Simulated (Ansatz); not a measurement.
**Ligand exchange: Cd(CH3)Br + GeH3Cl → Cd(CH3)Cl + GeH3Br**

Species: Cd(CH3)Br, singlet; GeH3Cl `[Cl][GeH3]`, singlet; Cd(CH3)Cl, singlet; GeH3Br `[GeH3][Br]`, singlet. The partners trade Br for Cl: Cd–Br and Ge–Cl bonds give way to Cd–Cl and Ge–Br.

Shapes, held fixed at every level: PBE0-D4/def2-TZVP. Programs: Ansatz 0.2.0. The zero-point and thermal change to 298 K, harmonic and unscaled (PBE0-D4/def2-TZVP), is -0.3 kJ/mol.

**Question.** Estimate ΔH(298 K) of this reaction.

**Answer.** The highest level, CCSD(T)/def2-TZVPP, gives ΔH(298 K) = +12.7 kJ/mol; the levels span +11.7 to +17.5. The column of differences is taken from that level and isn't an error. No measured value is set beside it here. For atoms past krypton def2 sets carry core potentials with scalar relativity. Relativity is left out for Br, Ge unless named. Correlated rows may include outer-core shells of Br, Cd, Ge, which these sets cover unevenly.

| level | kind | ΔH(298 K) (kJ/mol) | less CCSD(T)/def2-TZVPP |
| --- | --- | --- | --- |
| HF/def2-TZVPP | Hartree–Fock | +17.5 | +4.8 |
| r2SCAN-D4/def2-TZVPP | meta-GGA | +11.7 | -1.0 |
| B3LYP-D4/def2-TZVPP | global hybrid | +12.0 | -0.7 |
| wB97M-V/def2-TZVPP | range-separated hybrid | +12.9 | +0.2 |
| wB97X-V/def2-TZVPP | range-separated hybrid | +12.8 | +0.1 |
| MP2/def2-SVP | perturbation theory | +17.5 | +4.8 |
| CCSD/def2-TZVPP | coupled cluster or CI | +12.9 | +0.2 |
| CCSD(T)/def2-TZVPP | coupled cluster or CI | +12.7 | 0.0 |

The exchange is endothermic at every level, so chlorine favours germanium and bromine favours cadmium. Both sides contain one bond of each metal and each halogen, so the enthalpy measures how much more the change from chlorine to bromine costs at germanium than at cadmium. The compact, harder Ge(IV) centre gains more from the shorter, more polar bond to chlorine, whereas the larger, softer Cd(II) probably discriminates less between the halides.

Correlation weakens this preference without reversing it: in the same basis, Hartree–Fock gives +17.5 kJ/mol and CCSD +12.9 kJ/mol. Triples then change little, which suggests that the remaining correlation effects largely cancel between the two sides. The MP2 value matches Hartree–Fock, but its smaller basis prevents the shift from CCSD being assigned to perturbation theory alone.

With two molecules on each side, the entropy change should be small, and the gas-phase equilibrium probably favours the reactants. That preference need not carry over to condensed phases, where organocadmium halides can associate through halide bridges.
